# Is silicon carbide stiffer in one approximation than in another?

## Question

Cubic silicon carbide was calculated with twelve density functionals, the approximate rules that turn an electron density into exchange and correlation energy. For each one, the energy was followed over a range of volumes. Its minimum gives the equilibrium volume, and its curvature there gives the bulk modulus, the pressure needed per fractional decrease in volume. The equilibrium volume change is counted from the cell supplied at the start. The bulk modulus slope says how fast the bulk modulus rises with pressure.

ABINIT 10.8.3; dispersion none, spin orbit no, k mesh a 10, k mesh b 10, k mesh c 10, occupations fermi-dirac, smearing width 0.05 eV.

| functional | potentials | wave cutoff | equilibrium volume (Å³/atom) | equilibrium volume change (% of the given cell) | bulk modulus (GPa) | bulk modulus slope |
| --- | --- | --- | --- | --- | --- | --- |
| LDA | PseudoDojo-NC-SR-LDA-v0.4-stringent | 1115.67 eV | 10.118 | -2.210 | 228.20 | 3.870 |
| PBE | JTH-PAW-PBE-v2.0 | 707.496 eV | 10.478 | 1.280 | 213.00 | 3.920 |
| revPBE | JTH-PAW-PBE-v2.0 | 544.228 eV | 10.592 | 2.380 | 208.50 | 3.700 |
| RPBE | JTH-PAW-PBE-v2.0 | 544.228 eV | 10.629 | 2.730 | 207.10 | 3.670 |
| AM05 | JTH-PAW-PBE-v2.0 | 544.228 eV | 10.304 | -0.410 | 221.40 | 3.780 |
| BP86 | PseudoDojo-NC-SR-PBE-v0.4.1-standard | 1115.67 eV | 10.587 | 2.330 | 207.40 | 3.910 |
| LDA-PZ | PseudoDojo-NC-SR-LDA-v0.4.1-standard | 1115.67 eV | 10.130 | -2.090 | 227.70 | 3.870 |
| LDA-Teter | PseudoDojo-NC-SR-LDA-v0.4.1-standard | 1115.67 eV | 10.125 | -2.140 | 227.70 | 3.870 |
| OLYP | JTH-PAW-PBE-v2.0 | 544.228 eV | 10.381 | 0.340 | 215.70 | 3.530 |
| PW91 | PseudoDojo-NC-SR-PBE-v0.4.1-standard | 1115.67 eV | 10.521 | 1.690 | 211.10 | 3.890 |
| WC | JTH-PAW-PBE-v2.0 | 544.228 eV | 10.322 | -0.240 | 221.50 | 3.880 |
| rPW86PBE | PseudoDojo-NC-SR-PBE-v0.4.1-standard | 1115.67 eV | 10.788 | 4.270 | 196.30 | 3.890 |

The same calculations also gave pressures at fixed volumes. A positive pressure means that the crystal pushes outwards and would expand if it were free to do so. With the finite basis used here, the pressures in most rows lie slightly under those implied by the slope of the energy curve. This offset nearly cancels when pressures of one functional are subtracted from each other.

| Volume (Å³/atom) | LDA (GPa) | PW91 (GPa) | rPW86PBE (GPa) |
|---|---|---|---|
| 10.139 | −0.553 | 8.308 | 13.666 |
| 10.346 (given cell) | −4.950 | 3.579 | 8.836 |
| 10.553 | −8.931 | −0.714 | 4.443 |

A process engineer reads the table and concludes that LDA makes the Si–C bonds too stiff, or rPW86PBE makes them too soft.

1. Test this conclusion with the pressures.
2. Explain why the functionals disagree about the volume.
3. Estimate the bulk modulus of LDA from its volume and the PW91 results alone, and say what the error teaches.
4. One column contains differences that should not be read as properties of the functionals. Which one, and how can this be recognised?

## Model answer

### 1. The stiffness belongs to the volume

The bulk moduli in the table were taken at different volumes. A crystal softens as it expands, because the repulsion between overlapping electron clouds dies away quickly with distance. A functional that prefers a large cell is therefore judged on stretched bonds, and one that prefers a small cell on shortened bonds. A fair test of the bonds compares the functionals at one volume.

The outer two volumes in the pressure list differ by 4.00% of the given cell. For LDA the pressure changes by 8.378 GPa between them, so the bulk modulus at the given cell is

$$B \approx \frac{8.378\ \text{GPa}}{0.0400} \approx 209.5\ \text{GPa}.$$

The same step for rPW86PBE gives 230.6 GPa. The order has reversed: the functional with the stiffest crystal in the table has the softest one at equal volume.

The difference between the two functionals can now be split. At the given cell, rPW86PBE is stiffer than LDA by 21 GPa. Moving each crystal to its own minimum changes this difference by −53 GPa, which leaves the −32 GPa seen in the table. The engineer has read a consequence of the volume as a property of the bond.

LDA and rPW86PBE were run with different potentials, so the reversal needs a control. PW91 and rPW86PBE share both potentials and cutoff. At their own minima rPW86PBE is softer than PW91 by 15 GPa, while at the given cell it is stiffer by 5 GPa. The reversal survives when only the functional changes.

The failure thus shows first as a pressure. If the true volume of a crystal is known, a functional that reports a sizeable pressure there has the wrong equilibrium volume. Dividing that pressure by the bulk modulus gives the approximate volume error. For LDA at the given cell this is −4.95/209.5, or −2.4%, close to the −2.2% in the table.

### 2. Why the volumes differ

LDA treats each small region of the crystal as part of a uniform electron gas. Gradient-corrected functionals also register how quickly the density changes from place to place, and their exchange part lowers the energy where the density is uneven. When the atoms of a crystal move apart, the density between them thins out while the density near the atoms stays high. The expanded crystal is the more uneven one, so it gains more from the correction. The whole energy curve is tilted towards larger volumes, and a tilt in energy against volume is an extra outward pressure.

The size of the tilt depends on how steeply the exchange energy responds to unevenness in the range found in the solid. revPBE and RPBE make that response stronger than PBE does, and both give larger cells. WC and AM05 weaken it for the slowly varying densities typical of solids, and both fall between LDA and PBE. A reader who knows this response for another functional of the same kind can guess where its volume will lie. OLYP is harder to place: its exchange is expected to respond more weakly than that of PBE to slight unevenness and more strongly to large unevenness, and its correlation part is built differently. AM05, BP86 and PW91 also carry their own correlation parts, so exchange is not the only thing that changes between the rows.

The largest cell belongs to rPW86PBE, 4.3% above the given volume. By its formula, its exchange part responds to slight unevenness more weakly than that of PBE, revPBE or RPBE, and only at moderate unevenness more steeply than that of any other functional in the table. The same argument therefore accounts for the large cell only if moderate unevenness counts most when silicon carbide expands, which the table cannot test. This exchange is often paired with a nonlocal correlation term for van der Waals attraction, but no row includes that term, so the table cannot say how it would change the volume.

The table supports this account through the order of the volumes, but it contains no electron densities, so the link to unevenness rests on theory. Several functionals also borrow potentials made for PBE, with an untested effect on the volume. Small gaps, such as that between revPBE and BP86, should not be ranked. The rows are also a selection, without runs that failed or met a known fault of the program and without some of those with graver warnings, so the order is not a complete test of the account.

### 3. An estimate from the volume

Suppose that changing the functional adds the same pressure at every volume. The pressure curve then moves up or down without changing its slope, and the stiffness depends on the volume alone. With the equilibrium volume $V_0$, bulk modulus $B_0$ and bulk modulus slope $B'$ of PW91, the Murnaghan equation of state gives

$$B(V)=B_0\left(\frac{V_0}{V}\right)^{B'}.$$

For the LDA volume this becomes

$$B = 211.1\ \text{GPa}\times\left(\frac{10.521}{10.118}\right)^{3.89}\approx 246\ \text{GPa}.$$

LDA itself gives 228 GPa. The estimate has the right direction but overshoots by about 18 GPa. For rPW86PBE, on the other side of PW91, it is too low by about 5 GPa. The assumption of a constant extra pressure exaggerates the effect of volume at both ends of the table.

The pressure list shows what is missing. The extra pressure of rPW86PBE over LDA is 13.4 GPa at the largest listed volume and 14.2 GPa at the smallest. A pressure that grows under compression is itself a resistance to compression. The functional that pushes the crystal apart therefore also stiffens it at fixed volume, which is the reversal found in part 1.

This growth can be added by letting the extra pressure vary as $V^{-n}$. At the new minimum it must cancel the PW91 pressure $P(V)=[B(V)-B_0]/B'$, so the estimate becomes $B(V)-nP(V)$. A least-squares fit to all twelve functionals, LDA included, gives $n\approx1.8$. For LDA, $P$ is about 8.9 GPa, and the estimate falls to about 229 GPa.

Over the whole table, the typical (root-mean-square) error drops from 9.5 to 1.6 GPa. The exception is rPW86PBE, which now comes out too stiff by 4.5 GPa, about as far off as before but in the other direction. Its extra pressure grows more slowly than the fit assumes. The three LDA versions are nearly the same functional and lie far from PW91, so they pull $n$ towards their own behaviour. The exponent is a summary of these rows and not a constant of silicon carbide.

### 4. The suspicious column

The bulk modulus slope should be left uninterpreted where it is low. It depends on the third derivative of the energy, so small irregularities in the energy curve can change it noticeably while the volume and bulk modulus move much less. revPBE and BP86 show the problem. They agree closely in volume and bulk modulus, yet their slopes are 3.70 and 3.91.

The five calculations at the lowest cutoff, 544 eV, give a further clue. Among them the slope falls in exactly the order in which the energies scatter more about the fitted curve. WC has the least scatter and a slope of 3.88, while OLYP has the most scatter and a slope of 3.53. The limited basis may contribute: at a fixed cutoff, the number of plane waves changes with the size of the cell, which can leave small steps in the energy. These five rows share potentials, cutoff and volumes, however, so the number of plane waves alone cannot explain why their scatter differs.

The pressures supply a check. Followed over the whole range of volumes, they give OLYP nearly the same slope as WC, so the low value in the table comes from the energy fit and should not be credited to the functional. The amount of scatter does not fix the error by itself: PBE, at a higher cutoff, scatters about as much as AM05 and still has a slope of 3.92. All six rows with the larger scatter use the JTH PAW potentials, so the table cannot separate the cutoff from the potentials. Repeating the 544 eV calculations at a higher cutoff would help to find the source of the irregularities, and that test is missing.

## Remarks on the reasoning

The common mistake in part 1 is to explain the bulk moduli directly, for instance by saying that LDA binds too strongly and therefore makes stiff bonds. The sentence sounds right because LDA does usually bind solids too tightly. The tight binding acts through the shorter bonds, however, and at equal bond length the LDA crystal is the softest of the twelve. An answer that only cites the order in the table cannot tell these two statements apart.

A good answer also avoids the opposite exaggeration. Fixing the volume does not make the functionals agree: the spread in bulk modulus shrinks from 32 to 21 GPa and changes sign. Nor is the reversed order perfect. OLYP is softer at the given cell than WC and AM05, although its own volume is larger than theirs. Its irregular energy curve does not account for this, because the stiffness at the given cell is taken from the pressures. The nearly tied revPBE and BP86 are slightly out of order too.

Finally, the table shows that the functionals disagree, but it does not show which one is right. The given cell is not identified as a measured one. The calculations also describe atoms at rest, whereas zero-point motion and heat expand and soften the real crystal slightly. An engineer with a reliable measured volume should correct it for these effects and then look at the pressure there before trusting any computed stiffness.
